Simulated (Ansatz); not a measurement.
## A correction line for B3LYP-D4/def2-TZVPP: vertical ionisation energy

The vertical ionisation energy (cation less neutral) in eV of 7 carbon molecules: x at B3LYP-D4/def2-TZVPP, y at CCSD(T)/def2-TZVPP. Shapes, held fixed at every level: PBE0-D4/def2-TZVP. Flexible molecules stand in one conformer, not always the lowest. Programs: Ansatz 0.2.0.

| molecule | x (eV) | y (eV) |
| --- | --- | --- |
| C6H12 (SMILES CC/C=C\CC) | 8.99 | 9.23 |
| C6H12 (cis-4-methyl-2-pentene) | 9.01 | 9.24 |
| C6H10 (1-hexyne) | 9.85 | ? |
| C5H12 (pentane) | 10.76 | 11.27 |
| C4H3F5 (SMILES FC/C(F)=C\C(F)(F)F) | 10.97 | 11.16 |
| C4H10 (butane) | 11.16 | 11.58 |
| C4H3F5 (SMILES FC1C(F)C(F)(F)C1F) | 11.48 | 11.93 |

Task: Fit y = c + s·x to the known rows and predict y for C6H10.

Result: 
1. Means of the 6 rows: x = 10.3950, y = 10.735.
2. Σ(Δx)² = 6.1186, Σ(Δx·Δy) = 6.5677, so the slope is 6.5677/6.1186 = 1.0734.
3. Intercept: 10.735 − (1.0734) × 10.3950 = -0.423. The largest residual of the fit is 0.19.
4. C6H10: -0.423 + 1.0734 × 9.85 = 10.15 eV.

CCSD(T)/def2-TZVPP gives 10.21 eV, so the prediction is off by -0.06 eV, within the largest residual. Uncorrected, B3LYP-D4/def2-TZVPP misses it by -0.36 eV, and the other rows by 0.34 on average. The line removes about 80 % of this miss. Left out in turn, the other rows are missed by 0.09 eV on average, so much of the error is systematic among these molecules. Cations run unrestricted.

B3LYP-D4 underestimates every ionisation energy here, but the shortfall follows the type of orbital ionised more closely than the energy itself. It is small for the three alkenes, which lose a π electron, and roughly twice as large for the alkanes and the fluorinated cyclobutane, where the hole lies in the σ framework. The fluorinated alkene is the telling case: electron withdrawal by fluorine pushes its ionisation energy up to 10.97 eV, among the saturated molecules, yet its shortfall remains that of an alkene, and it gives the largest residual. The σ holes can spread over many C–C and C–H bonds, and the functional probably overstabilises such delocalised cations.

The slope above one therefore largely reflects the σ molecules' place at the upper end of the range, not a uniform scaling of the error. 1-Hexyne also ionises from a π orbital, but its shortfall lies between the two groups, so the good prediction may owe something to its intermediate energy and doesn't establish that the line holds for alkynes generally.
